\section*{Appendix: Thermal stress in a free sphere heated at a constant rate}

A dense bead of yttria-stabilised tetragonal zirconia, of radius $b=5$~mm, is free of load. It starts at uniform room temperature and free of stress, and its surface temperature is then raised at $\beta=5$~K/s. $T$ denotes the temperature rise above the initial state and tension is positive. The solid is taken as homogeneous, isotropic and linearly elastic, with constant Young's modulus $E$, Poisson's ratio $\nu$, linear expansion coefficient $\alpha$, conductivity $k$, density $\rho$ and specific heat $c$ at constant stress. The diffusivity is $\kappa=k/\rho c$.

\subsection*{Estimate by hand}

Take rounded values: $E\approx200$~GPa, $\alpha\approx10^{-5}$~K$^{-1}$, $k\approx3$~W\,m$^{-1}$K$^{-1}$ and $\rho c\approx3$~J\,cm$^{-3}$K$^{-1}$, so that $\alpha E\approx2$~MPa/K and $\kappa\approx1$~mm$^2$/s. Once the whole bead follows the ramp, the heat it stores must cross its surface. Volume over area is $b/3$, so the flux is $q=\rho c\beta b/3\approx25$~kW/m$^2$, and the gradient that carries it is $q/k\approx8.3$~K/mm, say 8~K/mm. Over 5~mm this suggests that the skin is about 40~K hotter than the core. The skin would expand more than the core allows, so it is compressed and the core is stretched. A bar prevented from expanding carries $\alpha E\,\Delta T$, which gives
\begin{equation}
|\sigma|_{\rm est}=\alpha E\,\frac{\beta b^2}{3\kappa}\approx 80~\text{MPa}.
\label{eq:est}
\end{equation}

\subsection*{Careful calculation}

\paragraph{Displacement potential.} With Lam\'e constants $\lambda$ and $\mu$, the Duhamel--Neumann law and quasi-static equilibrium $\partial_j\sigma_{ij}=0$ read
\begin{equation}
\sigma_{ij}=\lambda\varepsilon_{kk}\delta_{ij}+2\mu\varepsilon_{ij}-(3\lambda+2\mu)\alpha T\delta_{ij},
\end{equation}
\begin{equation}
(\lambda+\mu)\nabla(\nabla\cdot\mathbf u)+\mu\nabla^2\mathbf u=(3\lambda+2\mu)\alpha\nabla T .
\end{equation}
For $\mathbf u=\nabla\phi$ the left side is $(\lambda+2\mu)\nabla(\nabla^2\phi)$. Equilibrium therefore holds if
\begin{equation}
\nabla^2\phi=m\alpha T,\qquad m=\frac{3\lambda+2\mu}{\lambda+2\mu}=\frac{1+\nu}{1-\nu},
\label{eq:goodier}
\end{equation}
which is the potential of Goodier (1937). Since $(3\lambda+2\mu)\alpha T=(\lambda+2\mu)\nabla^2\phi$, its stress is $\sigma_{ij}=2\mu(\partial_i\partial_j\phi-\delta_{ij}\nabla^2\phi)$. This is a particular solution only. It leaves tractions on the boundary, which an isothermal elastic solution must cancel.

\paragraph{Free sphere.} Let $J(r)=\int_0^rT(s)s^2\,ds$. The solution of Eq.~(\ref{eq:goodier}) regular at the origin has $\phi'=m\alpha J/r^2$ and $\phi''=m\alpha(T-2J/r^3)$. With $2\mu m=E/(1-\nu)$,
\begin{equation}
\sigma^{\rm p}_{rr}=2\mu(\phi''-m\alpha T)=-\frac{2\alpha E}{1-\nu}\frac{J}{r^3},\qquad
\sigma^{\rm p}_{\theta\theta}=2\mu\Big(\frac{\phi'}{r}-m\alpha T\Big)=\frac{\alpha E}{1-\nu}\Big(\frac{J}{r^3}-T\Big).
\end{equation}
The isothermal radial displacements are $u\propto r$ and $u\propto r^{-2}$. The second is singular, and the first gives a uniform hydrostatic stress, fixed by $\sigma_{rr}(b)=0$:
\begin{equation}
\sigma_{rr}=\frac{2\alpha E}{1-\nu}\left[\frac{J(b)}{b^3}-\frac{J(r)}{r^3}\right],\qquad
\sigma_{\theta\theta}=\sigma_{\varphi\varphi}=\frac{\alpha E}{1-\nu}\left[\frac{2J(b)}{b^3}+\frac{J(r)}{r^3}-T(r)\right].
\label{eq:sphere}
\end{equation}
The volume mean is $\bar T=3J(b)/b^3$, and $J/r^3\to T_{\rm c}/3$ at the centre. With $T_{\rm s}=T(b)$ and $T_{\rm c}=T(0)$,
\begin{equation}
\sigma_{\theta\theta}(b)=\frac{\alpha E}{1-\nu}(\bar T-T_{\rm s}),\qquad
\sigma_{rr}(0)=\sigma_{\theta\theta}(0)=\frac{2\alpha E}{3(1-\nu)}(\bar T-T_{\rm c}).
\label{eq:ends}
\end{equation}

\paragraph{When no stress arises.} Zero stress means $\varepsilon_{ij}=\alpha T\delta_{ij}$. The Saint-Venant compatibility conditions then require $\partial_i^2T+\partial_j^2T=0$ for each of the three pairs $i\neq j$, which makes every $\partial_i^2T$ vanish, and also $\partial_i\partial_jT=0$ for $i\ne j$. Hence $T=T_1+\mathbf g\cdot\mathbf x$, linear in Cartesian coordinates. Conversely, $\mathbf u=\alpha[T\mathbf x-\tfrac12|\mathbf x|^2\mathbf g]$ has exactly this strain, so a free homogeneous body with such a field is unstressed. A body being heated has $\nabla^2T=\dot T/\kappa\neq0$ and cannot meet the condition.

\paragraph{Temperature field.} The solution of $\dot T=\kappa\nabla^2T$ with $T(b,t)=\beta t$ and $T(r,0)=0$ is
\begin{equation}
T=\beta t-\frac{\beta(b^2-r^2)}{6\kappa}+\frac{2\beta b^3}{\pi^3\kappa r}\sum_{n=1}^\infty\frac{(-1)^{n+1}}{n^3}\sin\frac{n\pi r}{b}\,e^{-n^2t/\tau},\qquad\tau=\frac{b^2}{\pi^2\kappa}.
\label{eq:T}
\end{equation}
The first two terms satisfy the equation and the boundary condition. The sum is the sine series of $r(b^2-r^2)$, which cancels the parabola at $t=0$, with each mode decaying on its own. For $t\gg\tau$ the parabola remains, and
\begin{equation}
T_{\rm s}-T_{\rm c}=\frac{\beta b^2}{6\kappa},\qquad T_{\rm s}-\bar T=\frac{\beta b^2}{15\kappa},\qquad\bar T-T_{\rm c}=\frac{\beta b^2}{10\kappa}.
\end{equation}
The uniform part of $T$ drops out of Eq.~(\ref{eq:sphere}), and the part $\beta r^2/6\kappa$ gives $J/r^3=\beta r^2/30\kappa$, so
\begin{equation}
\sigma_{rr}=S\Big(1-\frac{r^2}{b^2}\Big),\qquad\sigma_{\theta\theta}=S\Big(1-\frac{2r^2}{b^2}\Big),\qquad S=\frac{\alpha E\,\beta b^2}{15(1-\nu)\kappa}.
\label{eq:result}
\end{equation}
The centre is in hydrostatic tension $S$ and the surface in equibiaxial compression of the same magnitude. The hoop stress changes sign at $r=b/\sqrt2$ and carries no net force across an equatorial plane. Averaging Eq.~(\ref{eq:T}) over the volume gives the approach to this state:
\begin{equation}
\sigma_{\theta\theta}(b,t)=-S\Big[1-\frac{90}{\pi^4}\sum_{n=1}^\infty\frac{e^{-n^2t/\tau}}{n^4}\Big].
\label{eq:transient}
\end{equation}
The bracket rises monotonically from 0 to 1, so $S$ bounds the surface stress throughout the ramp.

\paragraph{Numbers.} Typical values near room temperature are taken as inputs: $E=210$~GPa, $\nu=0.31$, $\alpha=10.5\times10^{-6}$~K$^{-1}$, $k=2.5$~W\,m$^{-1}$K$^{-1}$, $\rho=6.05$~g/cm$^3$ and $c=0.46$~J\,g$^{-1}$K$^{-1}$. Then $\rho c=2.78$~J\,cm$^{-3}$K$^{-1}$, $\kappa=0.898$~mm$^2$/s, $\beta b^2/\kappa=139$~K and $\alpha E/(1-\nu)=3.20$~MPa/K. The surface leads the centre by 23.2~K and the mean by 9.28~K, the mean leads the centre by 13.9~K, and $S=29.6$~MPa. The third figure is kept only for the bookkeeping below. The hoop stress vanishes at $r=3.5$~mm. With $\tau=2.82$~s the bracket in Eq.~(\ref{eq:transient}) is 0.97 at $t=10$~s, when the surface has risen 50~K.

\paragraph{Neglected terms.} The elastic transit time $b/\sqrt{E/\rho}=0.85~\mu$s is negligible beside $\tau$, so inertia plays no part. Thermoelastic coupling adds $-\alpha T_0\dot\sigma_{kk}$ to the heat balance, with $T_0\approx300$~K the absolute temperature. It vanishes once the stress is stationary. During the transient, even adiabatic loading of the centre to $\sigma_{kk}=3S$ would cool it by only $3\alpha T_0S/\rho c=0.10$~K.

\subsection*{Why the two differ}

The estimate exceeds the calculation by $80/29.6=2.7$. The following steps account for all of it.

\begin{center}
\begin{tabular}{lcc}
\hline
Step & Factor & Stress (MPa)\\
\hline
Hand estimate & -- & 80\\
Unrounded inputs in Eq.~(\ref{eq:est}) & 1.28 & 102\\
Gradient falls to zero at the centre & $1/2$ & 51.1\\
Skin is held to $\bar T$, not $T_{\rm c}$ & $2/5$ & 20.5\\
Biaxial constraint & $1/0.69$ & 29.6\\
\hline
\end{tabular}
\end{center}

Rounding hid part of the gap, because all three roundings lowered the estimate. The factor 1.28 is the product of 1.10 from $\alpha E$, 1.11 from $1/\kappa$ and 1.04 from writing 8 for 8.3. With the same inputs on both sides the formulas differ by $5(1-\nu)=3.45$, whatever $b$, $\beta$, $\kappa$, $\alpha$ and $E$ are. The estimate thus has the scaling $\alpha E\beta b^2/\kappa$ right and misses only a pure number.

The factor $1/2$ is thermal. The surface flux in the estimate is exact, but the heat crossing radius $r$ feeds only the volume inside it, so the gradient is $\beta r/3\kappa$ and its average along the radius is half the surface value. The drop of 46.4~K that Eq.~(\ref{eq:est}) implies with unrounded inputs becomes 23.2~K.

The factor $2/5$ is the largest, and it is mechanical and geometric. The estimate treats the core as rigid and as cold as the centre. In a traction-free body the volume average of the stress is zero, so the volume change is that of uniform heating to $\bar T$, and the radius grows by $\alpha\bar Tb$. The skin must adopt the hoop strain $\alpha\bar T$, and its misfit is $\alpha(\bar T-T_{\rm s})$. Most of a sphere's volume lies near its surface. The mean of $r^2$ is $\tfrac35b^2$, which puts $\bar T$ only $2/5$ of the way from $T_{\rm s}$ down to $T_{\rm c}$.

The last factor acts the other way. The skin is constrained in two tangential directions and free in the radial one, so the modulus is $E/(1-\nu)$ and not the $E$ of a bar. These arguments reproduce the first of Eqs.~(\ref{eq:ends}) without the potential. The interior field, including the central tension that matters for a brittle solid on heating, needs Eq.~(\ref{eq:sphere}). On cooling at a constant rate all signs reverse and the surface is in tension.

The same formula separates the thermal from the elastic part when materials are compared. A fused-silica sphere with approximate inputs $E=73$~GPa, $\nu=0.17$, $\alpha=0.55\times10^{-6}$~K$^{-1}$, $k=1.4$~W\,m$^{-1}$K$^{-1}$, $\rho=2.20$~g/cm$^3$ and $c=0.74$~J\,g$^{-1}$K$^{-1}$ has nearly the same diffusivity, 0.86~mm$^2$/s, but $\alpha E/(1-\nu)=0.048$~MPa/K. For the same radius and rate the model gives $S=0.47$~MPa.

The value of about 30~MPa for zirconia is the model's, and its inputs limit it more than the neglected terms do. A conductivity between 2 and 3~W\,m$^{-1}$K$^{-1}$, the typical spread for dense material, moves $S$ between 37 and 25~MPa. The specific heat rises with temperature towards the Dulong--Petit value $9R/M=0.61$~J\,g$^{-1}$K$^{-1}$, with $M\approx123.2$~g/mol for ZrO$_2$, a factor 1.32 above the input. For a ramp continued to several hundred degrees Celsius this term makes the constant-property model low by roughly that factor, and with the other inputs unchanged $S$ would be about 39~MPa.